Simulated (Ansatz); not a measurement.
# Sr₃Hg: energy above lowest point against volume scale

Free energy against uniform scaling of the volume at fixed shape and fractions; periodic cell, basis, potentials, k mesh and filling as listed. The results are calculated, by Ansatz 0.2.0.

The cell before it is scaled or strained (space group Pm-3m, No. 221):
```
CELL_PARAMETERS angstrom
5.51300 0.00000 0.00000
0.00000 5.51300 0.00000
0.00000 0.00000 5.51300
ATOMIC_POSITIONS crystal
Sr 0.50000 0.50000 0.00000
Sr 0.50000 0.00000 0.50000
Sr 0.00000 0.50000 0.50000
Hg 0.00000 0.00000 0.00000
```

Settings of every row: functional PBEsol; dispersion none; potentials PAW; wave cutoff 420 eV; density cutoff 1680 eV; k mesh 4x4x4; k shift 0x0x0; occupations cold; smearing width 0.1 eV; spin none; SCF threshold exponent -7.

Limits: coarse k mesh, up to 40 meV an atom off; no spin-orbit coupling, which can matter with elements this heavy; the cell comes from a prototype or a list of computed structures and needn't be the stable phase.

| row | volume scale | V (Å³/atom) | energy above lowest point (meV/atom) |
| --- | --- | --- | --- |
| 1 | 0.9 | 37.7 | 0 |
| 2 | 0.925 | 38.748 | 0.2 |
| 3 | 0.95 | 39.795 | 3.4 |
| 4 | 0.975 | 40.842 | 9 |
| 5 | 1 | 41.889 | 16.9 |
| 6 | 1.025 | 42.937 | 26.7 |
| 7 | 1.05 | 43.984 | 38 |
| 8 | 1.075 | 45.031 | ? |
| 9 | 1.1 | 46.078 | 64.7 |

Question: what energy above lowest point should row 8 give?

Worked fit of energy above lowest point. Take u = (V_r/V)^(2/3) − 1 with V_r = 41.365 Å³ an atom, which is twice the finite (Eulerian) strain; such expansions in the strain, on which the Birch-Murnaghan equation of state is built, carry the rest volume and the bulk modulus. The shown rows have u = 0.0638, 0.04453, 0.02613, 0.00852, -0.00836, -0.02456, -0.0401, -0.06941. Least squares give energy above lowest point = 12.72 − 466.8 × u + 4131 × u² + 955 × u³ meV/atom; a parabola predicts inner rows, each left out in turn, worse (root mean square 0.083 against 0.047 meV/atom). All shown rows lie on it to the printed digit. Its lowest point lies at u = 0.0554, or V = 38.15 Å³ an atom, and the curvature there gives the bulk modulus at fixed shape and fractions, B = (4/9)(1 + u)² E″(u)/V = 17.8 GPa. The withheld row has u = -0.05504, so the fit gives 12.72 − 466.8 × (-0.05504) + 4131 × (-0.05504)² + 955 × (-0.05504)³ = 50.8 meV/atom.

The calculation gave 50.7 meV/atom. The fit lies 0.1 meV/atom (0.15 % of the column's range) above it, one unit of the last digit.
